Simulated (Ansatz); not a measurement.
## MnS: energy above lowest point against volume scale

All results are calculated (Ansatz 0.2.0). Free energy against uniform scaling of the volume at fixed shape and fractions; periodic cell, basis, potentials, k mesh and filling as listed.

The cell before it is scaled or strained (space group F-43m, No. 216):
```
CELL_PARAMETERS angstrom
0.00000 2.80000 2.80000
2.80000 0.00000 2.80000
2.80000 2.80000 0.00000
ATOMIC_POSITIONS crystal
Mn 0.00000 0.00000 0.00000
S 0.25000 0.25000 0.25000
```

Settings of every row: functional LDA; dispersion none; potentials PAW; wave cutoff 500 eV; density cutoff 2000 eV; k mesh 7x7x7; k shift 0x0x0; occupations cold; smearing width 0.1 eV; spin collinear.

Hubbard:
| element | shell | u (eV) | j (eV) |
| --- | --- | --- | --- |
| Mn | d | 4.9 | 0.9 |

Limits: coarse k mesh, up to 40 meV an atom off; state may not be the lowest; with one magnetic atom in the cell only parallel moments are possible.

| row | volume scale | V (Å³/atom) | energy above lowest point (meV/atom) |
| --- | --- | --- | --- |
| 1 | 0.88 | 19.318 | 84.6 |
| 2 | 0.92 | 20.196 | 34.7 |
| 3 | 0.96 | 21.074 | ? |
| 4 | 1 | 21.952 | 0 |
| 5 | 1.04 | 22.83 | 7.2 |
| 6 | 1.08 | 23.708 | 26.6 |
| 7 | 1.12 | 24.586 | 56 |

Question: what energy above lowest point should row 3 give?

Worked fit of energy above lowest point. Take u = (V_r/V)^(2/3) − 1 with V_r = 22.391 Å³ an atom, which is twice the finite (Eulerian) strain; such expansions in the strain, on which the Birch-Murnaghan equation of state is built, carry the rest volume and the bulk modulus. The shown rows have u = 0.10342, 0.0712, 0.01329, -0.01286, -0.03739, -0.06044. Least squares give energy above lowest point = 1.9 − 278.49 × u + 10284.4 × u² + 1362 × u³ meV/atom; a parabola predicts inner rows, each left out in turn, worse (root mean square 0.24 against 0.031 meV/atom). All shown rows lie on it to the printed digit. The withheld row has u = 0.04124, so the fit gives 1.9 − 278.49 × (0.04124) + 10284.4 × (0.04124)² + 1362 × (0.04124)³ = 8.0 meV/atom.

The calculation gave 8 meV/atom. The fit meets it to the printed digit.
